## The Obara–Saika vertical recurrence for an arbitrary $r_{12}$ kernel

Explicitly correlated methods need two-electron integrals over several functions of the interelectronic distance: $1/r_{12}$, the correlation factor $f_{12}$, and the products $f_{12}^2$, $f_{12}/r_{12}$ and $f'(r_{12})^2$. Obara and Saika (1986) derived their recurrence for the Coulomb kernel. Ahlrichs (2006) showed that the same recurrence, with the same coefficients, holds for a general multiplicative kernel $g(r_{12})$, which enters only through a one-index family of starting values $G_m$. The proof below uses a generating function. Atomic units are used: lengths in bohr, Gaussian exponents in bohr$^{-2}$.

### Premises and notation

**Basis functions.** Electron 1 carries two primitive, unnormalised Cartesian Gaussians,

$$\phi_{\mathbf a}(\mathbf r)=\prod_{i=x,y,z}(r_i-A_i)^{a_i}\,e^{-\alpha|\mathbf r-\mathbf A|^2},\qquad \phi_{\mathbf 0}(\mathbf r)=e^{-\beta|\mathbf r-\mathbf B|^2},$$

and electron 2 carries a function with powers $\mathbf c$ and exponent $\kappa$ on $\mathbf C$ and an s function with exponent $\lambda$ on $\mathbf D$. The target is

$$(\mathbf{a0}|g|\mathbf{c0})=\iint \phi_{\mathbf a}(\mathbf r_1)\phi_{\mathbf 0}(\mathbf r_1)\,g(r_{12})\,\phi_{\mathbf c}(\mathbf r_2)\phi_{\mathbf 0}(\mathbf r_2)\,d^3r_1\,d^3r_2 .\tag{1}$$

**Composite quantities.**

$$p=\alpha+\beta,\quad q=\kappa+\lambda,\quad \rho=\frac{pq}{p+q},\quad \mathbf P=\frac{\alpha\mathbf A+\beta\mathbf B}{p},\quad \mathbf Q=\frac{\kappa\mathbf C+\lambda\mathbf D}{q}.$$

Two capitals denote a difference, first minus second: $PA_i=P_i-A_i$, $PQ_i=P_i-Q_i$. The symbol $\mathbf 1_i$ is the unit step in the power of direction $i$.

**Kernel.** The function $g$ multiplies, depends on the electron positions only through $r_{12}=|\mathbf r_1-\mathbf r_2|$, and satisfies

$$\int_0^\infty r^2\,|g(r)|\,e^{-\rho r^2+kr}\,dr<\infty\quad\text{for every }k>0.\tag{2}$$

Continuity or differentiability of $g$ is not assumed.

### Step 1: the integral over four s functions

Expanding the squares gives the Gaussian product rule,

$$e^{-\alpha|\mathbf r-\mathbf A|^2}e^{-\beta|\mathbf r-\mathbf B|^2}=K_{AB}\,e^{-p|\mathbf r-\mathbf P|^2},\qquad K_{AB}=e^{-(\alpha\beta/p)|\mathbf{AB}|^2},$$

and likewise $K_{CD}$, $q$, $\mathbf Q$ for electron 2. Consider therefore, for arbitrary centres $\mathbf P'$ and $\mathbf Q'$,

$$J(\mathbf P',\mathbf Q')=\iint e^{-p|\mathbf r_1-\mathbf P'|^2-q|\mathbf r_2-\mathbf Q'|^2}g(r_{12})\,d^3r_1d^3r_2 .$$

Introduce $\mathbf r=\mathbf r_1-\mathbf r_2$ and $\mathbf X=(p\mathbf r_1+q\mathbf r_2)/(p+q)$. In each direction the Jacobian determinant is $-p/(p+q)-q/(p+q)=-1$, so the volume element is unchanged. With $\mathbf W'=(p\mathbf P'+q\mathbf Q')/(p+q)$, $\mathbf R=\mathbf P'-\mathbf Q'$ and $\boldsymbol\delta=\mathbf r-\mathbf R$,

$$\mathbf r_1-\mathbf P'=(\mathbf X-\mathbf W')+\frac{q}{p+q}\boldsymbol\delta,\qquad \mathbf r_2-\mathbf Q'=(\mathbf X-\mathbf W')-\frac{p}{p+q}\boldsymbol\delta.\tag{3}$$

In $p|\mathbf r_1-\mathbf P'|^2+q|\mathbf r_2-\mathbf Q'|^2$ the cross terms carry $+2pq/(p+q)$ and $-2pq/(p+q)$ and cancel, and $\delta^2$ has the coefficient $(pq^2+qp^2)/(p+q)^2=\rho$. The exponent is $(p+q)|\mathbf X-\mathbf W'|^2+\rho\,\delta^2$. The kernel does not contain $\mathbf X$, whose integral gives $[\pi/(p+q)]^{3/2}=(\pi/p)^{3/2}(\pi/q)^{3/2}(\rho/\pi)^{3/2}$. Hence

$$J=\Big(\frac{\pi}{p}\Big)^{3/2}\Big(\frac{\pi}{q}\Big)^{3/2}G_0,\qquad G_0=\Big(\frac{\rho}{\pi}\Big)^{3/2}\int g(r)\,e^{-\rho|\mathbf r-\mathbf R|^2}d^3r .\tag{4}$$

$G_0$ is the average of the kernel over a normalised Gaussian distribution of the interelectronic vector centred on $\mathbf R$.

### Step 2: $G_0$ is an entire function of $T=\rho R^2$

Since $g$ is isotropic, the angular integral acts only on $e^{2\rho rR\cos\theta}$ and gives $4\pi\sinh z/z$ with $z=2\rho rR=2r\sqrt{\rho T}$:

$$G_0(\rho,T)=4\pi\Big(\frac{\rho}{\pi}\Big)^{3/2}e^{-T}\int_0^\infty r^2g(r)\,e^{-\rho r^2}\,\frac{\sinh\big(2r\sqrt{\rho T}\big)}{2r\sqrt{\rho T}}\,dr .\tag{5}$$

The series $\sinh z/z=\sum_k z^{2k}/(2k+1)!$ contains only $z^2=4\rho Tr^2$, and the sum of the moduli of its terms is bounded by $e^{|z|}$. By condition (2) and dominated convergence it may be integrated term by term for any $T$, so $G_0$ is $e^{-T}$ times an everywhere convergent power series in $T$. All derivatives at fixed $\rho$ exist, also at $T=0$:

$$G_m(\rho,T)=\Big(-\frac{\partial}{\partial T}\Big)^mG_0(\rho,T),\qquad \frac{\partial G_m}{\partial T}=-G_{m+1}.\tag{6}$$

The derivatives act on the Gaussian weight, never on $g$, which is why a cusp or an integrable singularity of $g$ does no harm. Other conventions move an $m$-independent factor such as $(\rho/\pi)^{3/2}$ between $G_m$ and the prefactor; the recurrence is linear and is unaffected.

### Step 3: generating function for the Cartesian powers

Insert $e^{\mathbf s\cdot(\mathbf r_1-\mathbf A)}e^{\mathbf t\cdot(\mathbf r_2-\mathbf C)}$ into the integral over four s functions and call the result $\Gamma^{(0)}(\mathbf s,\mathbf t)$. Each derivative $\partial/\partial s_i$ brings down $r_{1i}-A_i$ and each $\partial/\partial t_i$ brings down $r_{2i}-C_i$. For bounded $\mathbf s,\mathbf t$ every such integrand is dominated by the s-type integrand with $|g|$ times a constant times $e^{k(|\mathbf r|+|\mathbf X|)}$ for some $k$, which is integrable by (2). Differentiation under the integral is therefore allowed, and

$$(\mathbf{a0}|g|\mathbf{c0})=\partial_{\mathbf s}^{\mathbf a}\,\partial_{\mathbf t}^{\mathbf c}\,\Gamma^{(0)}\Big|_{\mathbf s=\mathbf t=0},\qquad \partial_{\mathbf s}^{\mathbf a}=\prod_i\frac{\partial^{a_i}}{\partial s_i^{a_i}} .\tag{7}$$

Write $\mathbf r_1-\mathbf A=(\mathbf r_1-\mathbf P)+\mathbf{PA}$ and complete the square:

$$-p|\mathbf r_1-\mathbf P|^2+\mathbf s\cdot(\mathbf r_1-\mathbf A)=-p\Big|\mathbf r_1-\mathbf P-\frac{\mathbf s}{2p}\Big|^2+\mathbf s\cdot\mathbf{PA}+\frac{s^2}{4p}.$$

The source shifts the centre to $\mathbf P'=\mathbf P+\mathbf s/2p$, and for electron 2 to $\mathbf Q'=\mathbf Q+\mathbf t/2q$. Equation (4) applies with these centres. With the overlaps $S_{AB}=(\pi/p)^{3/2}K_{AB}$ and $S_{CD}=(\pi/q)^{3/2}K_{CD}$ define, for every $m\ge0$,

$$\Gamma^{(m)}(\mathbf s,\mathbf t)=S_{AB}S_{CD}\,e^{\Phi}\,G_m(\rho,\tau),\tag{8}$$

$$\Phi=\mathbf s\cdot\mathbf{PA}+\frac{s^2}{4p}+\mathbf t\cdot\mathbf{QC}+\frac{t^2}{4q},\qquad \tau=\rho\,\Big|\mathbf{PQ}+\frac{\mathbf s}{2p}-\frac{\mathbf t}{2q}\Big|^2 .$$

For $m=0$ this is the evaluated integral; for $m>0$ it is a definition. The auxiliary integrals are the Taylor coefficients

$$[\mathbf a|\mathbf c]^{(m)}=\partial_{\mathbf s}^{\mathbf a}\partial_{\mathbf t}^{\mathbf c}\,\Gamma^{(m)}\Big|_{0},\qquad [\mathbf 0|\mathbf 0]^{(m)}=S_{AB}S_{CD}\,G_m(\rho,T),\quad T=\rho|\mathbf{PQ}|^2,\tag{9}$$

which exist because $\Phi$ and $\tau$ are polynomials and $G_m$ is entire. By (7), $[\mathbf a|\mathbf c]^{(0)}=(\mathbf{a0}|g|\mathbf{c0})$.

### Step 4: one differentiation

From the definitions,

$$\frac{\partial\Phi}{\partial s_i}=PA_i+\frac{s_i}{2p},\qquad \frac{\partial\tau}{\partial s_i}=2\rho\cdot\frac{1}{2p}\Big(PQ_i+\frac{s_i}{2p}-\frac{t_i}{2q}\Big).$$

The chain rule with (6) gives

$$\frac{\partial\Gamma^{(m)}}{\partial s_i}=\Big(PA_i+\frac{s_i}{2p}\Big)\Gamma^{(m)}-\frac{\rho}{p}\Big(PQ_i+\frac{s_i}{2p}-\frac{t_i}{2q}\Big)\Gamma^{(m+1)} .\tag{10}$$

The only property of $G_m$ used here is the ladder relation in (6).

### Step 5: extraction of coefficients

Apply $\partial_{\mathbf s}^{\mathbf a}\partial_{\mathbf t}^{\mathbf c}$ to (10) and set the sources to zero. The left side becomes $[\mathbf a+\mathbf 1_i|\mathbf c]^{(m)}$. For terms with a factor $s_i$, the Leibniz rule gives $\partial_{s_i}^{a_i}(s_iY)=s_i\partial_{s_i}^{a_i}Y+a_i\partial_{s_i}^{a_i-1}Y$, because higher derivatives of $s_i$ vanish; at $s_i=0$ only the second term survives. A factor $s_i$ thus yields $a_i[\mathbf a-\mathbf 1_i|\mathbf c]$, and a factor $t_i$ yields $c_i[\mathbf a|\mathbf c-\mathbf 1_i]$. The coefficient of the $t_i$ term is $+\rho/(2pq)=1/[2(p+q)]$. The result is the vertical recurrence

$$\begin{aligned}[\mathbf a+\mathbf 1_i|\mathbf c]^{(m)}={}&PA_i\,[\mathbf a|\mathbf c]^{(m)}-\frac{\rho}{p}PQ_i\,[\mathbf a|\mathbf c]^{(m+1)}\\&+\frac{a_i}{2p}\Big([\mathbf a-\mathbf 1_i|\mathbf c]^{(m)}-\frac{\rho}{p}[\mathbf a-\mathbf 1_i|\mathbf c]^{(m+1)}\Big)+\frac{c_i}{2(p+q)}[\mathbf a|\mathbf c-\mathbf 1_i]^{(m+1)} .\end{aligned}\tag{11}$$

No coefficient refers to $g$. With $\mathbf W=(p\mathbf P+q\mathbf Q)/(p+q)$ one has $WP_i=q(Q_i-P_i)/(p+q)=-(\rho/p)PQ_i$, which is the form in which the second coefficient is often written.

Differentiating (8) with respect to $t_i$ instead, with $\partial\tau/\partial t_i=-(\rho/q)(PQ_i+s_i/2p-t_i/2q)$, gives the recurrence for electron 2:

$$\begin{aligned}[\mathbf a|\mathbf c+\mathbf 1_i]^{(m)}={}&QC_i\,[\mathbf a|\mathbf c]^{(m)}+\frac{\rho}{q}PQ_i\,[\mathbf a|\mathbf c]^{(m+1)}\\&+\frac{c_i}{2q}\Big([\mathbf a|\mathbf c-\mathbf 1_i]^{(m)}-\frac{\rho}{q}[\mathbf a|\mathbf c-\mathbf 1_i]^{(m+1)}\Big)+\frac{a_i}{2(p+q)}[\mathbf a-\mathbf 1_i|\mathbf c]^{(m+1)} .\end{aligned}\tag{12}$$

Each step raises the total power by one and calls on $m$ and $m+1$, so an integral with total power $L=|\mathbf a|+|\mathbf c|$ needs $G_0,\dots,G_L$. Because the auxiliary integrals were defined in (9) without reference to the recurrence, every order of applying (11) and (12) gives the same value.

**Powers on $\mathbf B$ and $\mathbf D$.** Further sources $e^{\mathbf u\cdot(\mathbf r_1-\mathbf B)}e^{\mathbf v\cdot(\mathbf r_2-\mathbf D)}$ add $\mathbf u\cdot\mathbf{PB}+\mathbf v\cdot\mathbf{QD}$ to $\Phi$ and replace $\mathbf s$ by $\mathbf s+\mathbf u$ and $\mathbf t$ by $\mathbf t+\mathbf v$ in the quadratic terms and in $\tau$. Equation (11) then gains a copy of the $a_i$ term with $b_i$ and $\mathbf b-\mathbf 1_i$, and a copy of the $c_i$ term with $d_i$ and $\mathbf d-\mathbf 1_i$. Alternatively, the identity $r_i-B_i=(r_i-A_i)+AB_i$ gives the horizontal relation $(\mathbf a,\mathbf b+\mathbf 1_i|=(\mathbf a+\mathbf 1_i,\mathbf b|+AB_i(\mathbf a,\mathbf b|$, which holds for any multiplicative kernel.

### The starting values for particular kernels

**Gaussian geminal**, $g=e^{-\omega r^2}$. The product rule applied to (4) gives $[\rho/(\rho+\omega)]^{3/2}\exp[-\rho\omega R^2/(\rho+\omega)]$, so with $w=\omega/(\rho+\omega)$

$$G_m=w^m(1-w)^{3/2}e^{-wT}.\tag{13}$$

Here $\Gamma^{(m)}=w^m\Gamma^{(0)}$. For a kernel that is a sum or integral of Gaussians, linearity shows that $[\mathbf a|\mathbf c]^{(m)}$ is the same superposition of true Gaussian-geminal integrals with the extra weight $w^m$. If all weights are positive and some have $\omega>0$, then $G_0>G_1>\dots>0$ because $0\le w<1$.

**Yukawa and Coulomb kernels.** For $a,b>0$ put $u=v\sqrt{b/a}$ in $\int_0^\infty e^{-a^2u^2-b^2/u^2}du$. The exponent becomes $-ab[(v-1/v)^2+2]$. The map $v\to1/v$ shows that the measures $dv$ and $v^{-2}dv$ give the same integral, and their mean is $\tfrac12\,d(v-1/v)$. The integral is thus $\sqrt{b/a}\,e^{-2ab}\tfrac12\sqrt{\pi/ab}=(\sqrt\pi/2a)e^{-2ab}$. With $a=r$, $b=\gamma/2$,

$$\frac{e^{-\gamma r}}{r}=\frac{2}{\sqrt\pi}\int_0^\infty e^{-u^2r^2-\gamma^2/4u^2}\,du .$$

Insert (13) with $\omega=u^2$ and substitute $w=y^2$, so that $u=\sqrt\rho\,y(1-y^2)^{-1/2}$, $du=\sqrt\rho\,(1-y^2)^{-3/2}dy$ and $\gamma^2/4u^2=U(y^{-2}-1)$ with $U=\gamma^2/4\rho$. The factors $(1-y^2)^{\pm3/2}$ cancel:

$$G_m^{\rm Y}=2\sqrt{\frac{\rho}{\pi}}\;\mathcal G_m(T,U),\qquad \mathcal G_m(T,U)=\int_0^1y^{2m}e^{-Ty^2+U(1-y^{-2})}dy .\tag{14}$$

At $\gamma=0$, $\mathcal G_m$ is the Boys function $F_m(T)$, and $S_{AB}S_{CD}\,2\sqrt{\rho/\pi}=2\pi^{5/2}K_{AB}K_{CD}/(pq\sqrt{p+q})$, the Coulomb prefactor.

**Slater kernel**, $g=e^{-\gamma r}$, introduced as a correlation factor by Ten-no (2004). It equals $-\partial/\partial\gamma$ of the Yukawa kernel. Since $dU/d\gamma=\gamma/2\rho$ and $\partial\mathcal G_m/\partial U=\mathcal G_m-\mathcal G_{m-1}$,

$$G_m^{\rm S}=\frac{\gamma}{\sqrt{\pi\rho}}\big[\mathcal G_{m-1}(T,U)-\mathcal G_m(T,U)\big],\qquad \gamma>0.\tag{15}$$

For $f_{12}=-e^{-\gamma r}/\gamma$ the kernels $f_{12}^2$ and $f'^2$ are Slater kernels with exponent $2\gamma$, and $f_{12}/r_{12}$ is a Yukawa kernel, so (14) and (15) cover them all.

**Evaluation of $\mathcal G_m$.** Let $E=e^{-Ty^2-U/y^2}$ and $\varphi_\pm=\sqrt T\,y\pm\sqrt U/y$. Then $E=e^{-\varphi_\pm^2}e^{\pm2\sqrt{TU}}$, $\sqrt T\,dy=\tfrac12(d\varphi_-+d\varphi_+)$ and $\sqrt U\,y^{-2}dy=\tfrac12(d\varphi_--d\varphi_+)$. Set $x_\pm=\sqrt U\pm\sqrt T$. As $y$ goes from 0 to 1, $\varphi_-$ runs from $-\infty$ to $-x_-$ and $\varphi_+$ from $+\infty$ to $x_+$, so $e^U\!\int E\,d\varphi_\mp=\pm\tfrac{\sqrt\pi}{2}\,\eta_\mp$ with $\eta_\pm=e^{U\pm2\sqrt{TU}}\operatorname{erfc}x_\pm$. Therefore

$$\mathcal G_{-1}=\frac14\sqrt{\frac{\pi}{U}}\,(\eta_-+\eta_+),\qquad \mathcal G_0=\frac14\sqrt{\frac{\pi}{T}}\,(\eta_--\eta_+).\tag{16}$$

Integrating $\frac{d}{dy}\big[y^{2m-1}e^UE\big]$ from 0 to 1, where the bracket takes the values 0 (for $U>0$) and $e^{-T}$, gives

$$\mathcal G_m=\frac{(2m-1)\,\mathcal G_{m-1}+2U\,\mathcal G_{m-2}-e^{-T}}{2T}.\tag{17}$$

### Range of validity

1. Equations (11) and (12) are exact identities for every kernel that meets the premises. Condition (2) admits $r^n$ with $n>-3$, logarithms, cusps, steps and growth up to $e^{\sigma r^2}$ with $\sigma<\rho$. It excludes $r^{-3}$ and stronger singularities. The contact kernel $\delta^3(\mathbf r_{12})$ is not a function, but (4) is defined for it, $G_m=(\rho/\pi)^{3/2}e^{-T}$ for all $m$, and Steps 3 to 5 go through unchanged.
2. Isotropy was used in Step 2. For a kernel that depends on the direction of $\mathbf r_{12}$, $G_0$ depends on three components of $\mathbf R$ and one index $m$ does not suffice. Independence of $\mathbf X$ was used in Step 1, so a kernel whose parameter varies with position in the molecule is excluded.
3. The kernel must multiply. With $\hat T_1=-\tfrac12\nabla_1^2$, the commutator $[\hat T_1,f_{12}]=-\tfrac12(\nabla_1^2f_{12})-\nabla_1f_{12}\cdot\nabla_1$ contains a derivative; letting $\hat T_1$ act on the Gaussians reduces its integrals to integrals over $f_{12}$ with shifted powers. The double commutator $[f_{12},[\hat T_1+\hat T_2,f_{12}]]=|\nabla_1f_{12}|^2+|\nabla_2f_{12}|^2=2f'(r_{12})^2$ multiplies and is covered. Three-electron integrals such as those over $f_{12}f_{13}$ are not.
4. The coefficients depend on the exponents, so the recurrence holds for primitives. Contraction follows once $m=0$ is reached, and the horizontal relation, free of exponents, may follow contraction. Only $p,q>0$ is required: $\lambda=0$ gives three-index and $\beta=\lambda=0$ two-index density-fitting integrals.
5. Unlike $F_m(T)$, a general $G_m$ depends on $\rho$ and $T$ separately, as the second argument $U$ shows. Exactness does not imply numerical stability: (17) multiplies a rounding error in $\mathcal G_{m-1}$ by $(2m-1)/2T$, and $\mathcal G_0$ in (16) is a 0/0 form at $T=0$. For small $T$ or large $m$ a series in $T$ or a quadrature of (14) takes their place.

### Illustration: a (ps|ps) Slater integral for N$_2$

Place the nuclei at $z=0$ and $z=R_e$, with the approximate bond length $R_e=2.074$ bohr as input. Take rounded exponents typical of nitrogen valence primitives, 0.8 for p and 0.2 for s, and a typical $\gamma=1.0$ bohr$^{-1}$. Electron 1 has p on $\mathbf A$ ($z=0$) and s on $\mathbf B$ ($z=R_e$); electron 2 has p on $\mathbf C$ ($z=R_e$) and s on $\mathbf D$ ($z=0$). The inputs are treated as exact, and results were carried with more digits than are printed.

Then $p=q=1.0$, $\rho=0.5$, $P_z=PA_z=0.4148$, $Q_z=1.6592$, $QC_z=-0.4148$, $PQ_z=-1.2444$, $T=0.774266$, $U=0.5$. For (16) and (17), $x_-=-0.172817$, $x_+=1.587030$, $\eta_-=0.566735$, $\eta_+=0.141955$, $e^{-T}=0.461042$; the largest amplification factor in (17) is $3/2T=1.94$. The prefactor in (15) is $0.797885$.

| $m$ | $\mathcal G_m$ | $G_m^{\rm S}$ |
|---|---|---|
| $-1$ | 0.444106 | |
| 0 | 0.213911 | 0.183669 |
| 1 | 0.127201 | 0.069185 |
| 2 | 0.086839 | 0.032204 |

In units of $S_{AB}S_{CD}$, (12) gives $[\mathbf 0|\mathbf 1_z]^{(m)}=-0.4148\,G_m-0.6222\,G_{m+1}$, that is $-0.119232$ for $m=0$ and $-0.048735$ for $m=1$. Equation (11) with $\mathbf a=\mathbf 0$, $\mathbf c=\mathbf 1_z$ gives

$$[\mathbf 1_z|\mathbf 1_z]^{(0)}=0.4148\,[\mathbf 0|\mathbf 1_z]^{(0)}+0.6222\,[\mathbf 0|\mathbf 1_z]^{(1)}+0.25\,G_1=-0.049458-0.030323+0.017296=-0.062485 .$$

For the $x$ components $PA_x=PQ_x=0$, and only the last term remains: $[\mathbf 1_x|\mathbf 1_x]^{(0)}=0.017296$.

An independent route avoids the auxiliary index. By (3), $z_1-A_z=PA_z+\frac{q}{p+q}\delta_z+\xi$ and $z_2-C_z=QC_z-\frac{p}{p+q}\delta_z+\xi$ with $\xi=X_z-W_z$, whose Gaussian weight has mean zero and variance $1/[2(p+q)]$. With $Z=PQ_z$, $\mu=\cos\theta$ and $\delta_z=r\mu-Z$, the same quantity is

$$2\pi\Big(\frac{\rho}{\pi}\Big)^{3/2}\!\!\int_0^\infty\!\! r^2dr\!\int_{-1}^1\!d\mu\; e^{-\gamma r-\rho(r^2-2r\mu Z+Z^2)}\Big[\Big(PA_z+\frac{q\,\delta_z}{p+q}\Big)\Big(QC_z-\frac{p\,\delta_z}{p+q}\Big)+\frac{1}{2(p+q)}\Big],$$

and its value is again $-0.062485$.

The normalisation constants are $N_s=(2\beta/\pi)^{3/4}$ and $N_p=2\sqrt\alpha\,(2\alpha/\pi)^{3/4}$. Both pairs have the same exponents and distance, so $N_p^2N_s^2S_{AB}S_{CD}=4\alpha\,(4\alpha\beta/p^2)^{3/2}K_{AB}^2=1.6384\times0.252468=0.413643$. The dimensionless integrals over normalised functions are

$$(p_zs|e^{-\gamma r_{12}}|p_zs)=-0.025846,\qquad (p_xs|e^{-\gamma r_{12}}|p_xs)=0.007154 .$$

The sign of the first follows the geometry: the positive lobe of $p_z$ on $\mathbf A$ points toward its s partner and that on $\mathbf C$ points away from its partner, so the two product densities have net charges of opposite sign. The $p_x$ products carry no net charge, and their integral is the pure coupling term $G_1/[2(p+q)]$. For $f_{12}=-e^{-\gamma r_{12}}/\gamma$ with $\gamma=1.0$ bohr$^{-1}$ both values change sign and are in bohr.